At a radius of 0.375 bohr the pseudo wave of the lanthanum 4f shell is 0.5135 where the all-electron wave is 0.5999, a shortfall of 14 % of the all-electron value, while from 1.125 bohr outwards the two agree in every printed digit. The row looks like a fault, since a 4f wave has no radial node that smoothing would have to remove. It is a consequence of the construction, and it marks the one place where a hand estimate cannot treat the two columns as the same curve.

A few sizes describe the rest. The wave reaches a height of about 0.9 bohr$^{-1/2}$ near three quarters of a bohr. Beyond the peak it halves every 0.9 bohr, which is a loss of a quarter per row of the table. Roughly half of the charge lies outside 1 bohr and about 2 % outside 3 bohr. The quantity in both columns is $u(r) = rR(r)$, the radial function times the radius, normalised so that $\int u^2\,dr = 1$; it comes from a spherical, scalar-relativistic PBE atom without spin-orbit splitting.

Radial waves u(r) = rR(r) of the La 4f shell, all-electron and Troullier-Martins pseudo wave, computed with ld1.x 7.5 for a spherical, scalar-relativistic PBE atom. The reference configuration is [Xe] 4f0 5d1 6s2 6p0 and the f pseudization radius is 1 bohr; the two waves have the same sign outside this radius.

```tsv
radius (bohr)	all-electron wave (bohr^(-1/2))	pseudo wave (bohr^(-1/2))
0.375	0.5999	0.5135
0.750	0.9185	0.9364
1.125	0.7939	0.7939
1.500	0.6130	0.6130
1.875	0.4574	0.4574
2.250	0.3374	0.3374
2.625	0.2493	0.2493
3.000	0.1859	0.1859
3.375	0.1403	0.1403
3.750	0.1072	0.1072
4.125	0.0826	0.0826
4.500	0.0640	0.0640
4.875	0.0499	0.0499
```

These sizes can be packed into one line,

$$u(r) \approx A\,e^{-sr}\,\frac{r^4}{r^4+a^4},\qquad A = 1.8\ \text{bohr}^{-1/2},\quad s = 0.75\ \text{bohr}^{-1},\quad a = 0.4\ \text{bohr}.$$

The exponential is the tail. A straight line fitted by least squares to $\ln u$ of the all-electron wave over the eleven rows beyond 1 bohr gives $A = 1.823$ and $s = 0.748$, rounded here to two figures. The two inner rows stay out of that fit because the wave is still rising or close to its top there. The fraction is a switch that goes to one at large radius and starts as $r^4$, the power $r^{l+1}$ with which any $l = 3$ wave leaves the origin; beyond that property its shape is a convenience. Its length $a$ comes from the first row alone. The bare exponential there is $1.8\,e^{-0.281} = 1.36$, the table has 0.5999, so the switch must be 0.44, and $a^4 = r^4(1/0.44 - 1)$ gives 0.40 bohr. A larger $A$ can be offset by a larger $s$, so neither number is a property of the atom taken singly.

At 3.000 bohr the exponent is $sr = 2.25$ and $e^{-2.25} = 0.1054$. The switch is $81/(81+0.026)$, which is one to three decimals. The estimate is $1.8 \times 0.1054 = 0.190$ against 0.1859 in the table, 2.0 % too high. This row was among the eleven fitted, so it displays the quality of the fit and predicts nothing. It holds equally for the pseudo wave.

The row at 0.750 bohr entered neither the line nor the choice of $a$. Here $sr = 0.5625$ and the exponential is 0.5698. With $r^4 = 0.3164$ and $a^4 = 0.0256$ the switch is $0.3164/0.3420 = 0.925$, and $1.8 \times 0.5698 \times 0.925 = 0.949$. The all-electron value is 0.9185, so the rule is 3.3 % high. It lies only 1.3 % above the pseudo value, which is an accident of the sign of the error and says nothing about the pseudo wave. A second check that was not fitted is the norm: numerical integration of the square of the rule gives 0.993.

Over all thirteen rows the root-mean-square error relative to the all-electron value is 3.3 %, and the worst row is the last, 6.8 % low at 4.875 bohr. The rounding of the table is at most 0.1 %, so these errors are real, and they have a shape: the rule is low from 1.125 to 2.250 bohr, high from 2.625 to 3.750 and low again beyond. Densities go as $u^2$ and carry twice the relative error. The charge outside a radius $R$ beyond the switch is $A^2e^{-2sR}/2s = 2.16\,e^{-1.5R}$, which gives 0.48 at 1 bohr and 0.024 at 3 bohr, the half and the 2 % quoted above. The position of the maximum is the output that the table tests least. The rule puts the top at 0.66 bohr, and the table, with its step of 0.375 bohr, only says that the top lies between the two neighbours of the 0.750 row.

A single exponential with a rate of 0.75 is not what the level alone suggests. In atomic units the radial equation reads

$$\frac{u''}{u} = \kappa^2 + \frac{l(l+1)}{r^2} - \frac{2Q(r)}{r},$$

where $\kappa = \sqrt{2|\varepsilon|}$ comes from the level $\varepsilon$, $l(l+1) = 12$, and $Q(r) = -rV(r)$ expresses the Kohn-Sham potential as a screened charge. The level of $-4.3451$ eV is $-0.1597$ hartree, so $\kappa^2 = 0.319$ and $\kappa = 0.565$ bohr$^{-1}$. The fitted $s$ is a third larger. The local decay rate $\lambda = -u'/u$, taken from the logarithms of the two neighbouring rows, lies between 0.67 and 0.81 bohr$^{-1}$ at all rows from 1.500 to 4.500 bohr. It is above $\kappa$ throughout, and the only repulsive term in the equation that can raise it is the centrifugal one. It is also far below the rate of a force-free $l = 3$ wave of the same energy, which is 1.17 at 3 bohr, so most of the centrifugal term must be cancelled by attraction.

The cancellation can be read off the table. Three neighbouring rows give $u''$ by a second difference, and the equation is then solved for $Q$. At 3.000 bohr, $(0.2493 - 2\times 0.1859 + 0.1403)/0.375^2 = 0.127$, so $u''/u = 0.681$; with $12/r^2 = 1.333$ this leaves $2Q/r = 0.319 + 1.333 - 0.681 = 0.97$ and $Q = 1.46$. Done row by row, $Q$ falls steadily from 4.0 at 1.500 bohr through 3.0 at 1.875 to about 0.9 at 4.500, where rounding makes it uncertain by 0.05. The finite step adds an error of order $(0.75 \times 0.375)^2/12$, under 1 % of $u''/u$ for a pure exponential and more near the peak; scalar-relativistic terms are negligible at these radii. This is an inversion of the wave and cannot confirm the rule independently. What it gives is the potential in which the tail lives.

That potential is sensible. Its values are not simple ion charges, though. The nucleus with its xenon core presents a charge of 3 only once the 5s and 5p shells are left behind; near 2 bohr part of that core is still outside, so the core term is larger than 3, and closer in it is larger still. The three valence electrons, whose 5d wave is largest at the 2.250 bohr row and 6s wave at the 3.750 row in the same calculation, already screen a good part there, because charge lying outside a radius still raises the potential inside it. $Q$ also includes the exchange-correlation attraction, which works the other way. The value near 3 at 1.875 bohr is the sum of these three terms. Towards the last rows the core and valence charges nearly cancel, and most of what remains of $Q$ is exchange-correlation.

The difference $12/r^2 - 2Q/r$ is twice the effective potential. It is close to zero at 1.500 bohr, where both terms are about 5.3, climbs to $1.741 - 1.356 = 0.385$ at 2.625 bohr and sinks to 0.18 at 4.500. This is the centrifugal barrier of f electrons, about 0.19 hartree or 5 eV above zero at its top, which separates a deep inner well from the outer region. From 1.500 bohr outwards the tail in the table is a wave decaying under that broad hump; at 1.125 bohr the second difference is still negative, so that row lies at the edge of the well. Each of the two terms changes by a factor of about ten across the range, but their difference stays below 0.4, and it enters the rate under a square root, added to $\kappa^2$. That keeps $\sqrt{u''/u}$ between 0.54 and 0.84 from 1.500 to 4.500 bohr, and the rate of a decaying wave at one radius averages this root over the stretch outside it, so it varies less still. That is why one rate serves for three bohr. The remaining variation accounts for the shape of the errors. From 1.875 to 3.000 bohr the local rate exceeds 0.75, peaking at 0.81, so the table falls faster than the rule and the error climbs from negative to positive. Beyond that the rate drops below 0.75 and the rule falls too fast.

The same equation shows why $s$ has to be taken from two points of the curve and cannot be derived from a guessed charge. The simplest estimate is $\lambda \approx \sqrt{\kappa^2 + 12/r^2 - 2Q/r}$. At 3 bohr it gives 0.99 for $Q = 1$ and 0.57 for $Q = 2$, a bracket so wide that over two bohr the amplitudes differ by $e^{2 \times 0.43}$, more than a factor of two. Even the right charge gives $\sqrt{0.681} = 0.83$ against the local 0.77, because $u''/u = \lambda^2 - \lambda'$ and the rate is falling there. What holds here without a value for the charge is a wider bracket: from 1.500 to 4.500 bohr the rate lies above $\kappa$ and below the force-free rate. Near the peak it does not hold, since the rate passes through zero there.

Two forms with a better pedigree do worse. A single normalised Slater function $r^4e^{-\zeta r}$, fitted by least squares to $u$ on all rows, has $\zeta = 4.09$ bohr$^{-1}$. It matches at 0.750 bohr within about 2 %, but it is less than half of the wave at 0.375 and about an eighth of it at 3.000, and at 4.875 it is low by a factor of about 600. One exponent belongs to one charge, and this wave has a head that sees a large charge and a tail that sees a small one. The exact decaying solution for a constant charge, with $\kappa$ from the level and with $Q$ and the amplitude fitted to $\ln u$ on the eleven outer rows, gives $Q = 1.5$ and errors from $+63$ % to $-20$ %. Refitted on the six rows from 3 bohr outwards it stays within 2.0 % with $Q$ near 1.0, better than the rule there. That value is an average over a stretch in which $Q$ is still falling. It is not an asymptotic charge: in a neutral atom a semilocal potential dies off faster than $1/r$, so $Q$ continues towards zero.

This sets the outer limit of the rule. At 4.500 bohr the local rate is 0.67, so the rule loses about 8 % per bohr against the wave at the edge of the table. At very large radius the rate must approach $\kappa$, and as long as it stays above $\kappa$ the drift cannot exceed $s - \kappa = 0.185$ per bohr in the exponent. A bohr beyond the table the rule is still good to some tens of per cent; for overlaps at twice that radius the level, not $s$, governs the decay.

For the pseudo wave the recipe has two parts. Beyond the f radius of 1 bohr the all-electron value is copied. The Troullier-Martins scheme imposes this equality, so the eleven matching rows test nothing about the quality of the potential. Inside, the scheme writes $u = r^4e^{p(r)}$ with $p$ an even polynomial in $r$, fixed by smooth matching at the radius, by zero curvature of the screened potential at the origin and by the condition that the charge inside be unchanged. An argument about the origin makes the sign of the odd row plausible. In the real atom the nuclear attraction gives $\ln(u/r^4)$ an initial slope of $-Z/(l+1) = -57/4$, about $-14$ per bohr in the non-relativistic equation: the wave starts with a large coefficient and is cut down quickly. An even polynomial starts with zero slope, as suits a potential that is finite at the origin. Two such curves that meet at 1 bohr with the same charge inside can be expected to have the all-electron one higher near the nucleus. The charge removed there must reappear before 1 bohr, so the pseudo wave has to be the higher one somewhere, and at 0.750 bohr it is, by 0.0179 or 1.9 %. The argument gives the order of the signs; the radius where they change and the size of 14 % are results of the calculation.

Two points cannot verify the conservation of charge. Summing $u^2$ times the step over the rows gives 1.003 for the all-electron wave and 0.979 for the pseudo wave, and the difference of $-0.024$ reflects a grid that samples the inner bohr twice. The rule fails here in an instructive way. Applied unchanged it is 15 % above the pseudo value at 0.375 bohr. Raising $a$ to 0.425 bohr repairs that row but lowers the estimate at 0.750 by 0.02, where the table rises by 0.02. A switch can only remove amplitude, whereas the construction moves it outwards. Inside the radius the honest hand statement is qualitative: lower by something like a seventh at a third of the radius, higher by about 2 % at three quarters, and these two fractions belong to this one potential.

The other valence shells of the same atom behave differently, and the rule does not carry over to their inner parts. The all-electron 6s, 6p and 5d waves must be orthogonal to core shells of the same $l$ and change sign inside their radii; their pseudo waves do not. For 6s at 1.125 bohr the two even have opposite signs, $+0.25$ against $-0.08$. There the pseudo wave is the easier curve, a nodeless rise that starts as $r^{l+1}$ and leads, for 6p with a shoulder on the way, to a broad maximum beyond two bohr, and the all-electron wave is the one that needs its nodes counted. The 4f shell, like 2p and 3d, is the first of its $l$, has no core shell beneath it and so no node to lose; with an f radius as small as 1 bohr it keeps nearly its full compact shape. A 5f wave would have one node and would change much more under the same treatment.

That compactness has a price, which the same calculation shows. With a plane-wave-type cutoff of up to 100 Ry the lowest f level is 0.41 Ry too high, more than its binding of 0.32 Ry, so the 4f state is not bound at all. The excess is 42 mRy at 200 Ry and 0.1 mRy at 300 Ry. The wavelength at 300 Ry is $2\pi/\sqrt{300} = 0.36$ bohr, of the order of $a$, the length over which the wave rises. The cutoff of 12 Ry that the run reports for 1 mRy accuracy plainly does not cover this empty shell.

For a neighbouring 4f wave the form can be reused with two numbers in place of three, since the norm fixes $A$. Writing the norm as $2.16\,e^{-1.5r_0} = 0.993$ gives $r_0 = 0.52$ bohr, or $1.3a$, so $A \approx \sqrt{2s}\,e^{1.3sa}$, which returns $1.225 \times e^{0.39} = 1.8$ here; the factor 1.3 is calibrated on this curve only. Along the lanthanides the 4f electrons screen one another poorly, the head contracts and $a$ shrinks. The ratio $s \approx 1.3\kappa$ should not be carried over to a positive ion. Removing an outer electron lowers the potential almost uniformly over the compact 4f wave and the level follows it, so $\kappa$ grows strongly while the decay over the first few bohr changes much less, and $s$ can fall below $\kappa$. For a neutral neighbour the ratio may stay similar, but $s$ is still best taken from two points of the curve. In the other direction the form breaks down altogether: a little before lanthanum the inner well is too shallow to hold the state, and the compact 4f is lost. In the real atom the 4f is then a diffuse, nearly hydrogenic orbital outside the barrier; a neutral atom with a semilocal functional lacks the $-1/r$ tail that holds such an orbital and leaves the state unbound.

Lanthanum lies close to that change, which limits what the constants mean. The 4f shell is empty in the reference configuration, yet its level lies below the occupied 6s at $-3.68$ eV. The level of so compact a shell rises once an electron is put into it, and semilocal functionals tend to place the empty La 4f too low, so $\kappa$ and $s$ describe this PBE atom, and a shallower level would lengthen the tail. The potential has a bound ghost state in the s channel at $-18.3$ eV, a product of the separable form. The lowest f level at high cutoff, $-0.3192$ Ry, matches the all-electron $-0.3194$ Ry, so the curve itself is unaffected, but the potential is unsafe for a solid. Nor does the agreement of the waves vouch for the f channel away from the reference state: its scattering phase is off by 0.003 rad at $-0.08$ Ry and by 0.12 rad at 0.88 Ry, and the solved configuration tests all leave 4f empty.
